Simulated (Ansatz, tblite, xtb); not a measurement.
## C3H4F2 (SMILES F/C=C/CF): methods side by side

C3H4F2 has 9 atoms, charge 0, and is taken as a singlet. SMILES: `F/C=C/CF`. The coordinates come from a PBE0-D4/def2-TZVP relaxation. This is one conformer, not always the lowest.

```
atom    x (Å)    y (Å)    z (Å)
   F  -2.2099  -0.0260   1.3140
   C  -1.2549  -0.2683   0.4183
   C  -0.0693   0.3090   0.4732
   C   0.9801  -0.0036  -0.5258
   F   1.2792   1.1187  -1.2860
   H  -1.5661  -0.9857  -0.3344
   H   0.1502   1.0241   1.2586
   H   0.6544  -0.7948  -1.2076
   H   1.9103  -0.3158  -0.0412
```

Quantity: the dipole moment, in D. The values are calculated.

```
                             level            kind  program  value (D)   CPU time
                         IPEA1-xTB  semi-empirical   tblite       2.77  under 2 s
                          GFN2-xTB  semi-empirical   tblite       2.30  under 2 s
                          GFN0-xTB  semi-empirical      xtb       2.39  under 2 s
                          GFN1-xTB  semi-empirical   tblite       2.28  under 2 s
                         HF/STO-3G    Hartree–Fock   Ansatz       1.20     0.68 s
                          HF/3-21G    Hartree–Fock   Ansatz       2.21      1.1 s
                       HF/def2-SVP    Hartree–Fock   Ansatz       2.11      4.7 s
                        HF/cc-pVTZ    Hartree–Fock   Ansatz       1.97       35 s
B3LYP/6-31G* (spherical functions)   global hybrid   Ansatz       1.61      9.1 s
B3LYP/6-31G* (Cartesian functions)   global hybrid   Ansatz       1.61      9.4 s
```

The values span 1.20 to 2.77 D. Sets without polarisation functions give poor dipoles. Times are those of the runs behind each value, whatever else they computed, on shared processors of several kinds: orders of magnitude only.

The sizeable dipole reflects two polar C–F bonds that are neither parallel nor opposed in this geometry, so their moments cancel only in part. Within Hartree–Fock, the value jumps from 1.20 D with STO-3G to 2.21 D with 3-21G, then falls to 1.97 D with cc-pVTZ. A minimal basis cannot let the fluorine valence shell expand as it gains charge, whereas the split-valence set allows that transfer but describes the angular polarisation opposing it poorly.

B3LYP gives a smaller moment than Hartree–Fock in the similarly sized def2-SVP basis, as expected if electron correlation reduces the excessive ionicity of the C–F bonds. All four tight-binding values lie above every Hartree–Fock and B3LYP result, which suggests that their parametrised charge distributions exaggerate the bond polarity. Agreement among the GFN variants is therefore not independent evidence of accuracy. Without a correlated result in a larger basis with diffuse functions, the data support a clearly polar molecule but do not fix the size of its dipole closely.
